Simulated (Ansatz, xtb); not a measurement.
# Two isomers of C4H11BSSi

Structure I is `CBS[Si@@H]1C[C@H]1C`, a singlet and structure II is `C=C([SiH3])B(C)SC`, a singlet. Both are isolated molecules in the gas phase, relaxed with r2SCAN-D4/def2-SVP; the shapes shown needn't be the lowest conformers.

I (Å):

```
atom    x (Å)    y (Å)    z (Å)
   C   1.6551  -0.1460   1.1581
   C  -3.0302   0.7711  -0.4832
   C  -2.2092   1.3587   0.6946
   C  -2.8506   1.3965   2.0653
   B   1.6053  -0.1076  -0.4013
   S   0.1332  -0.1110  -1.4468
  Si  -1.5070  -0.2006  -0.0533
   H   2.3033   0.6692   1.5258
   H   0.6877  -0.0850   1.6807
   H   2.1630  -1.0765   1.4732
   H   2.6257  -0.0781  -1.0507
   H  -1.6556  -1.4878   0.6720
   H  -3.0555   1.3567  -1.4101
   H  -4.0114   0.3535  -0.2213
   H  -1.6704   2.2796   0.4287
   H  -3.6401   2.1679   2.1138
   H  -2.1118   1.6192   2.8514
   H  -3.3230   0.4330   2.3195
```

II (Å):

```xyz
18

C     1.5542   -1.0485   -1.3592
C     0.7386   -0.6051   -0.3750
C    -1.8797    0.1892    0.0469
C    -3.0878   -2.5630   -0.8466
B    -0.8037   -0.8802   -0.3793
S    -1.2651   -2.5518   -0.8612
Si    1.4681    0.4273    1.0196
H     2.6341   -0.8473   -1.3707
H     1.1650   -1.6224   -2.2118
H     2.9608    0.3619    0.9700
H     1.0475    1.8603    0.9154
H     0.9990   -0.0701    2.3508
H    -2.6466    0.3164   -0.7368
H    -2.4281   -0.1435    0.9472
H    -1.4533    1.1808    0.2622
H    -3.4734   -2.3044    0.1497
H    -3.4946   -1.8634   -1.5905
H    -3.4103   -3.5817   -1.1002
```

**Question.** Which of the two would you expect CCSD(T)/def2-SVP + ΔMP2/def2-TZVPP electronic energies to favour?

**Answer.** Not settled: CCSD(T)/def2-SVP + ΔMP2/def2-TZVPP gives E(II) − E(I) = +1.38 kcal/mol, but this leans on the basis-set step: CCSD(T) alone gives +0.41 kcal/mol.

The same difference at several levels:

```json
{"level": "GFN2-xTB", "geometry": "GFN2-xTB", "E(II) − E(I) (kcal/mol)": "+9.88", "departure from the last row (kcal/mol)": "+8.50", "job, with rough time for the two": "optimisation, 0.8 s"}
{"level": "HF/STO-3G", "geometry": "GFN2-xTB", "E(II) − E(I) (kcal/mol)": "+2.90", "departure from the last row (kcal/mol)": "+1.52", "job, with rough time for the two": "single point, 0.52 s"}
{"level": "r2SCAN-D4/def2-SVP//GFN2-xTB", "geometry": "GFN2-xTB", "E(II) − E(I) (kcal/mol)": "+3.87", "departure from the last row (kcal/mol)": "+2.49", "job, with rough time for the two": "single point, 6 s"}
{"level": "r2SCAN-D4/def2-SVP", "geometry": "r2SCAN-D4/def2-SVP", "E(II) − E(I) (kcal/mol)": "+5.25", "departure from the last row (kcal/mol)": "+3.87", "job, with rough time for the two": "optimisation, 2.1 min"}
{"level": "HF/def2-SVP", "geometry": "r2SCAN-D4/def2-SVP", "E(II) − E(I) (kcal/mol)": "−2.26", "departure from the last row (kcal/mol)": "−3.64", "job, with rough time for the two": "part of the CCSD(T) run"}
{"level": "MP2/def2-SVP", "geometry": "r2SCAN-D4/def2-SVP", "E(II) − E(I) (kcal/mol)": "+3.39", "departure from the last row (kcal/mol)": "+2.02", "job, with rough time for the two": "part of the CCSD(T) run"}
{"level": "CCSD(T)/def2-SVP", "geometry": "r2SCAN-D4/def2-SVP", "E(II) − E(I) (kcal/mol)": "+0.41", "departure from the last row (kcal/mol)": "−0.96", "job, with rough time for the two": "single point"}
{"level": "CCSD(T)/def2-SVP + ΔMP2/def2-TZVPP", "geometry": "r2SCAN-D4/def2-SVP", "E(II) − E(I) (kcal/mol)": "+1.38", "departure from the last row (kcal/mol)": "", "job, with rough time for the two": "single point, 2.2 min"}
```

As drawn, II has 1 C=C, 1 C–B, 1 C–S, 2 Si–H in place of 1 S–Si, 1 C–Si, 2 C–C, 1 C–H, 1 B–H. Structure I has a 3-membered ring, II no ring.

HF/def2-SVP puts the two in the other order. CCSD(T)/def2-SVP finds them nearly level. The largest departure from CCSD(T)/def2-SVP + ΔMP2/def2-TZVPP is that of GFN2-xTB, 8.50 kcal/mol. The last row adds to CCSD(T) the change of the MP2 difference between the two basis sets, here +0.96 kcal/mol.

With thermal terms from frequencies at re-optimised GFN2-xTB minima (ideal gas, soft modes damped towards free rotors, one conformer each, 298.15 K, 1 atm): the zero-point term adds −3.77 kcal/mol; ΔH is −1.94 and ΔG −2.73 kcal/mol.

The correlated steps freeze 15 core orbitals. Mirror images aren't counted in ΔG. Programs: Ansatz 0.2.0, xtb 6.7.1; the last row on 4 threads of Arm Neoverse V1 on a shared host.

The near-degeneracy reflects compensation between ring strain and bond types. Structure I carries a strained silirane but keeps a strong, polar Si–S bond and an extra C–C σ framework. II releases the strain at the cost of a C=C π bond and of exchanging Si–S for the weaker C–S link. Sulfur lone-pair donation into the empty boron p orbital is available in both, so it should largely cancel, and the twist between the vinyl and boron planes in II limits any further gain from conjugation.

Correlation moves the balance towards I, probably because its compact ring brings more electron pairs close together; MP2 overshoots this shift relative to CCSD(T) in the same basis. Vibrations pull the other way: II trades stiff C–H and B–H oscillators for softer Si–H ones and loses the rigid ring, so the free energy leans to II at −2.73 kcal/mol. The slight electronic preference for I therefore doesn't carry over to a predicted equilibrium preference, and neither quantity says how readily the strained ring would open.
